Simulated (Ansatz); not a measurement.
Au: the change of phonon entropy and phonon heat capacity with temperature

Results calculated with Ansatz 0.2.0, not measured. Harmonic vibrational free energy, entropy and heat capacity at constant volume, per atom, from the force constants of a q mesh, imaginary modes left out; plane waves with PAW datasets, Gamma-centred k mesh.

Structure of every row (space group Fm-3m, No. 225):
```
CELL_PARAMETERS angstrom
0.00000 2.07920 2.07920
2.07920 0.00000 2.07920
2.07920 2.07920 0.00000
ATOMIC_POSITIONS crystal
Au 0.00000 0.00000 0.00000
```

Settings of every row: functional PBE; dispersion none; spin none; wave cutoff 420 eV; k mesh 20x20x20; occupations fermi dirac; smearing width 0.15 eV; pressure 0 GPa; phonon method linear response; q mesh 2x2x2.

Limits: coarse q mesh; metal sensitive to the k mesh; the cell was measured well above room temperature; no spin-orbit coupling, which can matter with elements this heavy.

| row | temperature (K) | phonon entropy (kB/atom) | phonon heat capacity (kB/atom) | phonon free energy (meV/atom) |
| --- | --- | --- | --- | --- |
| 1 | 200 | 4.796 | 2.902 | -29.2 |
| 2 | 300 | 5.985 | 2.956 | -76 |
| 3 | 400 | 6.838 | 2.975 | -131.4 |
| 4 | 500 | 7.503 | 2.984 | -193.3 |
| 5 | 600 | 8.048 | 2.989 | -260.4 |
| 6 | 700 | ? | ? | ? |
| 7 | 800 | 8.908 | 2.994 | -406.9 |
| 8 | 900 | 9.261 | 2.995 | -485.2 |
| 9 | 1000 | 9.577 | 2.996 | -566.4 |

Question: what phonon entropy and phonon heat capacity should row 6 give?

Worked fit of phonon entropy. Entropy rises as the heat capacity times the change of ln T, so take t = ln(T / 300 K). The shown rows have t = -0.4055, 0, 0.2877, 0.5108, 0.6931, 0.9808, 1.0986, 1.204. Least squares give phonon entropy = 5.9876 + 2.95229 × t + 0.02496 × t² kB/atom; a straight line predicts inner rows, each left out in turn, worse (root mean square 0.0062 against 0.0021 kB/atom). The rows lie off it by 0.001, -0.003, -0.001, 0.001, 0.002, 0.001, 0.000, -0.001. The slope at t = 0, 2.95 kB/atom, estimates the heat capacity at 300 K. The withheld row has t = 0.8473, so the fit gives 5.9876 + 2.95229 × (0.8473) + 0.02496 × (0.8473)² = 8.507 kB/atom.

The calculation gave 8.509 kB/atom. The fit lies 0.002 kB/atom (0.042 % of the column's range) below it; its largest miss of a shown row is 0.003 kB/atom.

Worked fit of phonon heat capacity. At high temperature a harmonic heat capacity falls short of its limit by a term in 1/T², so take t = (100 K / T)². The shown rows have t = 0.25, 0.11111, 0.0625, 0.04, 0.02778, 0.01562, 0.01235, 0.01. Their means are 0.06617 and 2.9739 kB/atom; the sums about the means are S_tt = 0.04659 and S_ty = -0.01826, whose ratio is the slope. Least squares give phonon heat capacity = 2.9998 − 0.392 × t kB/atom. All shown rows lie on it to the printed digit. The constant, 2.9998 kB/atom, is to be held against the harmonic limit of 3 k_B an atom. The withheld row has t = 0.02041, so the fit gives 2.9998 − 0.392 × (0.02041) = 2.992 kB/atom.

The calculation gave 2.992 kB/atom. The fit meets it to the printed digit.

The other values of row 6: phonon free energy -331.8 meV/atom.
